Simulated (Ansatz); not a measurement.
# Work function of W(111) from LDA to r2SCAN, and its shifts with pseudopotential, relaxation and spin-orbit coupling

A tungsten electron emitter gives a current that depends exponentially on its work function. In a hot cathode with kT of roughly 0.2 eV, an error of 0.2 eV changes the predicted current by a factor of about three. Before I use a calculated work function for the (111) face, I therefore need to see how far it depends on my choice of functional, pseudopotential, atomic positions and treatment of spin-orbit coupling, and what each choice costs. The work function Φ is the vacuum level less the Fermi level of a clean slab. I measure each shift against the PBE run with default PAW datasets and atoms at bulk places, which gives 3.955 eV.

## Systems and settings

Ansatz 0.2.0, plane-wave Kohn-Sham DFT, default PAW datasets unless a row names others, at cutoffs of 420 to 1290 eV, the highest for the JTH PAW datasets. A symmetric 1×1 slab of 11 layers of bcc W(111) at the tabulated measured lattice constant, 18 Å of vacuum, dipole correction. Mesh 11×11×1, Fermi-Dirac smearing of 0.1 eV, spin-paired. Atoms stay at bulk places except in the relaxed row, where all layers move until forces are under 0.01 eV/Å. Scalar-relativistic except in the spin-orbit row. Times are CPU time on one shared host (Intel Xeon 6975P-C (Granite Rapids)), 4 threads.

- cutoff (eV): plane-wave cutoff.
- Φ (eV): work function: vacuum level outside the slab less the Fermi level.
- ΔΦ to PBE (eV): work function less that of the PBE row with default PAW datasets.
- CPU time (core-s): CPU time of the run.

## Numbers

```
member                                                cutoff (eV)  Φ (eV)  ΔΦ to PBE (eV)  CPU time (core-s)
LDA, norm-conserving files of PseudoDojo origin       952          4.241   0.2856          450
LDA, default PAW                                      420          4.240   0.2843          130
PBE, layers relaxed                                   420          4.181   0.2253          510
PBEsol, default PAW                                   420          4.040   0.0844          140
PBE, fully relativistic PAW with spin-orbit coupling  420          3.990   0.0345          1200
PBE, JTH PAW datasets                                 1290         3.964   0.0083          850
r2SCAN, default PAW                                   500          3.963   0.0073          250
PBE, default norm-conserving files                    1007         3.957   0.0016          590
PBE, default PAW                                      420          3.955   0.0000          130
RPBE, default PAW                                     420          3.807   −0.1488         130
```

## Interpretation

With atoms at bulk places and default PAW datasets, the functional moves Φ by 4.240 − 3.807 = 0.433 eV, from LDA down to RPBE. Within PBE, relaxation raises Φ by 0.2253 eV, the fully relativistic run with spin-orbit coupling raises it by 0.0345 eV, and a change of pseudopotential raises it by at most 0.0083 eV.

The functional shift can be modelled simply. With energies counted from the vacuum level, Φ = −dE/dN, where N is the number of electrons. I write a gradient-corrected functional as LDA plus a correction ΔE. The total energy is stationary in the density, so to first order

Φ = Φ(LDA) − d(ΔE)/dN.

The exchange part of the correction is ΔE = ∫ n ε [F(s) − 1] dV. Here n is the density, ε the negative LDA exchange energy per electron, F the enhancement factor and s the reduced density gradient, which is large where the density falls off steeply. Charge added to a metal gathers at its surface, so I let one typical gradient s₀ stand for that region and take the shift as proportional to the enhancement there:

Φ = Φ(LDA) − g [F(s₀) − 1].

The derivation leaves the sign of g open. Added charge raises Φ through the factor n ε, but it also fills in the density tail, which lowers s and F and so lowers Φ. The fall from LDA to PBE makes g positive.

With y = μs₀²/κ, the enhancement F − 1 is κy/(1 + y) for PBE and PBEsol, κ[1 − exp(−y)] for RPBE, and zero for LDA. I assume further that gradient correlation follows exchange in proportion, that the atoms stay in place, and that pseudopotentials and spin-orbit coupling add nothing. The r2SCAN functional falls outside the formula because its enhancement also depends on the kinetic-energy density.

## Fixing and testing the model

I fix the model on LDA and PBE, both with default PAW datasets. The rough constants are κ = 0.80, μ = 0.22 for PBE and RPBE, and μ = 0.12 for PBEsol. For the density tail I take s₀ = 2, also a rough choice.

For PBE, y = 0.22 × 4 / 0.80 = 1.10 and F − 1 = 0.80 × 1.10 / 2.10 = 0.42. The slope is then g = (4.240 − 3.955) / 0.42 = 0.68 eV.

- **PBEsol:** y = 0.12 × 4 / 0.80 = 0.60 and F − 1 = 0.80 × 0.60 / 1.60 = 0.30. The model gives 4.240 − 0.68 × 0.30 = 4.036 eV, against 4.040 eV in the table.
- **RPBE:** F − 1 = 0.80 × [1 − exp(−1.10)] = 0.53. The model gives 4.240 − 0.68 × 0.53 = 3.880 eV, against 3.807 eV.
- **PBE with default norm-conserving files:** the model gives 4.240 − 0.68 × 0.42 = 3.954 eV, against 3.957 eV.
- **LDA with norm-conserving files:** the model gives 4.240 − 0.68 × 0 = 4.240 eV, against 4.241 eV.

The close match for PBEsol owes something to the choice of s₀. With s₀ = 1 the model, with g fixed anew, comes out roughly 0.03 eV too high for PBEsol, and with s₀ = 3 roughly 0.03 eV too low. RPBE stays too high in both cases.

Over the six unrelaxed rows that the formula covers and that did not fix it, the root-mean-square miss is 0.03 eV, against a scatter of 0.13 eV about their mean. With the relaxed row included, these become 0.09 and 0.14 eV. Only PBEsol and RPBE test the functional part, so I use the model to understand the order of the functionals and not to predict hundredths of an eV.

## Departures from the trend

The largest departure is the relaxed PBE slab, 4.181 − 3.954 = +0.227 eV, where the assumption of fixed atoms fails. On an open face the electrons smooth themselves out and leave positive ions protruding, which lowers Φ. If relaxation draws those ions inward, Φ rises. With a surface cell of roughly 17 Å² and a conversion factor of roughly 180 eV Å, the dipole change needed is only 0.2253 × 17 / 180 = 0.02 e Å per cell.

RPBE lies below the model, by 3.807 − 3.880 = −0.073 eV. Gradient correlation probably opposes gradient exchange. The step from LDA to PBE contains both, so g comes out too small for the step from PBE to RPBE, which changes exchange alone. This has the right sign.

The spin-orbit row lies above the model, by 3.990 − 3.954 = +0.036 eV. It also uses a different PAW dataset, but the other changes of dataset or pseudopotential within PBE move Φ by less than 0.01 eV, so most of the rise is probably relativistic.

I read no physics into the 0.0073 eV between r2SCAN and PBE, nor into the JTH shift, since the JTH model core charge is not fully resolved on the grid.

## Checking against experiment

```
member            quantity  measured  computed  computed − measured  conditions                                                                                                                   source
PBE, default PAW  Φ (eV)    4.47      3.955     −0.515               compiled values differ between sources by a tenth of an eV or more; compiled experimental value; W(111) single-crystal face  [1]
```

Sources:

[1] "Anisotropic work function of elemental crystals" (2019, arXiv:1902.07811)

The unrelaxed PBE value lies 0.515 eV below the measured 4.47 eV, but a slab with atoms at bulk places is no fair test. The relaxed PBE slab gives 4.181 − 4.47 = −0.289 eV, so relaxation removes a little over two fifths of the error. If the spin-orbit shift simply adds, the error becomes −0.289 + 0.035 = −0.254 eV.

Slab thickness can account for up to a tenth of an eV of what is left, with either sign. PBE also tends to give metal work functions too low, typically by one to three tenths of an eV, which has the right sign and size for the rest.

All ten rows lie below the measured value. The nearest is LDA with norm-conserving files, at 4.241 − 4.47 = −0.229 eV, and the farthest is RPBE, at 3.807 − 4.47 = −0.663 eV. I would not prefer LDA on that ground alone. Both slabs are unrelaxed, slab thickness and the measured value are each uncertain by about a tenth of an eV, and one face of one metal cannot rank functionals.

The measured number has its own uncertainty, since compiled values differ by a tenth of an eV or more. Adsorbed gas, facets and patches of other orientation can all shift what an experiment reports for a nominal (111) face. One measured value tests the absolute level and says nothing about the shifts between functionals.

## Price of accuracy

Relaxation is the best use of extra time here. It takes 510 core-s against 130 for the fixed PBE slab, about four times as much, and moves Φ by 0.2253 eV. Spin-orbit coupling takes 1200 core-s, about nine times as much, for 0.0345 eV. The JTH datasets, with their cutoff of 1290 eV, take 850 core-s and the default norm-conserving files 590, yet neither moves the PBE value by as much as 0.01 eV. They serve as a check on the default datasets and need not be repeated for every slab. Changing from PBE to LDA, PBEsol or RPBE costs practically nothing extra.

## Conclusions and limits

For this clean slab at the measured lattice constant, the functional and the relaxation matter at the level of tenths of an eV, spin-orbit coupling at a few hundredths, and the pseudopotential at a hundredth or less. Among LDA, PBEsol, PBE and RPBE, stronger exchange enhancement goes with a lower Φ. These are shifts at a shared lattice constant; letting each functional take its own would add a further change.

The table describes a clean face. An adsorbed layer of an alkali metal lowers the work function of tungsten, and a layer of oxygen generally raises it. For a working emitter I would settle the state of the surface before arguing about functionals.

[Logs are printed without paths, hosts, clocks, repeated set-up lines and the standing remarks that a program may print on its own settings, such as how far it seeks lower states.]

[On method and selection: Separate relaxed PBE slabs, not listed here, gave work functions of the bcc (111) faces of V, Nb, Ta, Mo and W 0.2 to 0.4 eV above the unrelaxed ones, so unrelaxed values are no fair test against measured ones. Runs that did not converge, have known faults or may not be shown are not listed, and runs on Ansatz's PAW sets soft_1 and soft_2 are kept to separate tables. For magnetic slabs, a level is left blank or unlisted where its shift from PBE strays over 0.17 eV from the median shift of all faces, or its moment differs by over 0.45 μB an atom, as a sign of another magnetic state. Runs in which the search for lower states was switched off are not listed. Work functions and vacuum levels are read from the electrostatic potential (Hartree and local ionic parts), which a warning of a rough exchange-correlation potential in thin density does not concern. Error sizes named in these notes are rules of thumb and were not measured on these runs. The default PAW datasets of this version of Ansatz are the set soft_2.]
